White tin is a tetragonal metal with two equal edges a and one shorter edge c. In a density functional calculation at the PBE level its crystal is flattened or elongated along c, while the edges across c adjust so that the volume stays at 27.65 Å³ an atom. The axial ratio is c/a divided by its starting value. The energy change is counted from the starting crystal, which was not relaxed at this level and is itself under a pressure of 1.35 GPa. The pressure is the mean of the stresses along the three axes, positive in compression; in a strained crystal these stresses are very unequal.

Tin (I4_1/amd, a = 5.880, c = 3.199 Å), strained along c at a fixed 27.65 Å³ per atom with fractional coordinates fixed. Ansatz 0.2.0, PBE, plane-wave PAW, scalar-relativistic, no spin polarisation; cutoff 420 eV, 18×18×18 k mesh, Methfessel-Paxton smearing of 0.2 eV. Energies are free energies relative to the unrelaxed starting cell; pressure is positive in compression.

```
axial ratio (over its starting value)  energy change (meV/atom)  pressure (GPa)
                                  0.8                     244.7            6.05
                                 0.85                     117.0            3.59
                                 0.92                      22.8            1.80
                                 0.96                       5.0            1.43
                                    1                       0.0            1.35
                                 1.05                       8.9            1.61
                                  1.1                      30.5            2.13
                                  1.2                      94.5            3.74
                                  1.3                     169.8            5.63
```

The pressure goes up whichever way the crystal is deformed, although no volume is taken away. The problem is to find out why.

(a) A natural thought is that deformation pushes some pair of atoms closer together, and that this closest pair sets the pressure. Test it with the contact lengths, which follow from the cell edges.

Solution. In the starting crystal each atom has four neighbours at 3.05 Å and two more, straight along c, at 3.20 Å. Flattening presses on the two, elongation on the four. At ratio 0.85 the shortest contact is 2.87 Å and at 1.3 it is 2.86 Å, practically the same. Yet the pressure has risen almost twice as much at 1.3 as at 0.85.

The row at 0.96 is awkward for the idea too. There the shortest contact is slightly longer than at the start, and the pressure is still slightly higher. The length of the closest contact therefore does not fix the pressure.

(b) At 1.3 twice as many atoms are at the short distance, which suggests adding up the repulsion of all near contacts. Let each contact of length d contribute an energy proportional to 1/dⁿ, and let everything else depend on the volume alone. Does this repulsion give the right pressure?

Solution. Call the energy change ΔE, the pressure rise above the start ΔP and the volume per atom V. If the crystal is scaled without changing its shape, every d goes as the cube root of V, so ΔE goes as V to the power −n/3. Pressure is minus the slope of energy against volume, hence

ΔP = (n/3) ΔE/V

The exponent n cannot be chosen at will. The starting shape is very nearly the best one at this volume, so there the push of the four contacts, which favours flattening, must balance the push of the two, which favours elongation. For these six contacts the balance requires n ≈ 4.8. The formula then yields 48 % of the computed pressure rise at 0.8 and 36 % at 1.3.

Counting the four next neighbours as well raises these shares to 62 % and 47 %, still well short. With the eight after those, no exponent between 3 and 11 gives a balance. A single inverse-power repulsion thus fails to explain both the shape of the crystal and its pressure. One doubtful assumption is that bonding depends on volume alone; in a real metal it should depend on shape as well. The inverse-power form is another.

(c) Drop the picture of separate contacts and keep only the link between energy and pressure. What must happen to the strain energy on compression if the pressure is to rise both ways, and do the numbers follow a simple rule?

Solution. Compare a deformed crystal with the undeformed one at the same volume. The difference of their pressures is minus the slope of ΔE against volume, taken at fixed axial ratio. This is exact. If ΔE varies as V to the power −g near this volume, then

ΔP = g ΔE/V

The energy change is positive on both sides, because the starting shape is close to the best. A positive g therefore means a pressure rise on both sides. In words, the crystal resists a change of shape more strongly when it is compressed, so a deformed crystal can shed some of its strain energy by expanding. Held at fixed volume, it pushes outwards harder, on average over the three axes, than the undeformed crystal does.

A monatomic gas in an insulated cylinder behaves in a similar way. Its energy grows as V to the power −2/3 on slow compression, and its pressure is 2/3 of its energy per volume. The likeness ends there: the gas stores energy of motion and pushes equally in all directions, whereas tin stores energy of deformation and its stresses differ along and across the axis. In six of the eight deformed crystals it even pulls inwards in one of these directions.

The equation by itself does not say that g is the same for small and large deformations. To test this, take g from the row at 1.1 and predict the row at 1.3, which has more than five times the strain energy. At 1.1 the pressure rise is 0.78 GPa and the strain energy per volume 0.177 GPa, so g = 0.78/0.177 ≈ 4.4. At 1.3 the strain energy per volume is

0.1698 eV / 27.65 Å³ = 0.00614 eV/Å³ = 0.984 GPa

and the predicted pressure rise is 4.4 × 0.984 ≈ 4.3 GPa. The table gives 5.63 − 1.35 = 4.28 GPa. The row at 1.3 played no part in finding this g.

Flattening also has a nearly constant g, but a smaller one. A fit to the eight deformed crystals, with one constant for each side, gives 3.3 for flattening and 4.4 for elongation; the output below shows how closely the rows follow it. One common constant does clearly worse. In practical terms, expanding the crystal by 1 % in volume at fixed shape would lower its strain energy by about 3.3 % if it is flattened and 4.4 % if it is elongated.

The rule is poorest for the smallest deformations, at 0.96 and 1.05, where g comes out as about 2.8 and 5.0. Both differences are small there, but rounding alone does not explain the misfit. Its sign suggests that compression also moves the best axial ratio slightly towards a flatter crystal, which lowers g on flattening and raises it on elongation, most of all close to the start. Two separate constants therefore cannot hold right up to the starting shape. They summarise the larger deformations and are not a law of the crystal.

Since the link between energy and pressure is exact, the higher pressure in every deformed row means that the strain energy grows on compression. A plausible reason, not tested here, is that orbitals on neighbouring atoms overlap more strongly as the atoms approach, so the forces that hold the shape usually stiffen. The same reasoning can be carried to another crystal deformed from its best shape at fixed volume: the pressure rises if the strain energy per atom, taken at fixed shape, grows on compression, and falls if it shrinks.

Why elongation has the larger g remains open. The shift of the best axial ratio can hardly be the whole reason: its effect on g should fade as the deformation grows, yet the two sides still differ by about 1 at the ends of the scan. Elongation loads the four contacts and flattening the two, which may also matter but is not tested here. Repeating the deformation at a few other volumes would measure the shift directly.

Numerical output:

```
fit of dP on 8 rows (strained): coefficient of u 3.672 +/- 0.19; rms 0.341, worst 1.3 -0.668, leave-one-out rms 0.529
  rows outside the fit (model, value, miss): 1.0 0, 0, 0
fit of dP on 8 rows (strained): coefficient of flat 3.313 +/- 0.011, coefficient of tall 4.356 +/- 0.015; rms 0.0152, worst 1.05 -0.0353, leave-one-out rms 0.0179
  rows outside the fit (model, value, miss): 1.0 0, 0, 0
Pressure rise and strain energy (g is undefined at ratio 1, printed as 0):
   row  shortest contact A  pressure rise GPa  strain energy per volume GPa      g  two-g model GPa
   0.8               2.757                4.7                         1.418  3.315            4.698
  0.85               2.871               2.24                        0.6779  3.304            2.246
  0.92               3.026               0.45                        0.1321  3.406           0.4377
  0.96                3.08               0.08                       0.02897  2.761          0.09599
   1.0               3.047                  0                             0      0                0
  1.05               3.008               0.26                       0.05157  5.042           0.2247
   1.1               2.973               0.78                        0.1767  4.414           0.7699
   1.2                2.91               2.39                        0.5476  4.365            2.385
   1.3               2.857               4.28                        0.9839   4.35            4.286
Pressure rise at 1.3 over that at 0.85, nearly equal shortest contact: 1.911
Smallest g, flattened by 8 % or more: 3.304
Largest g, flattened by 8 % or more: 3.406
Smallest g, elongated by 10 % or more: 4.35
Largest g, elongated by 10 % or more: 4.414
Exponent that balances six contacts at ratio 1: 4.756
Exponent that balances ten contacts at ratio 1: 6.142
Six-contact repulsion, share of the pressure rise at 0.8 in %: 47.82
Six-contact repulsion, share of the pressure rise at 1.3 in %: 36.44
Ten-contact repulsion, share of the pressure rise at 0.8 in %: 61.76
Ten-contact repulsion, share of the pressure rise at 1.3 in %: 47.06
```
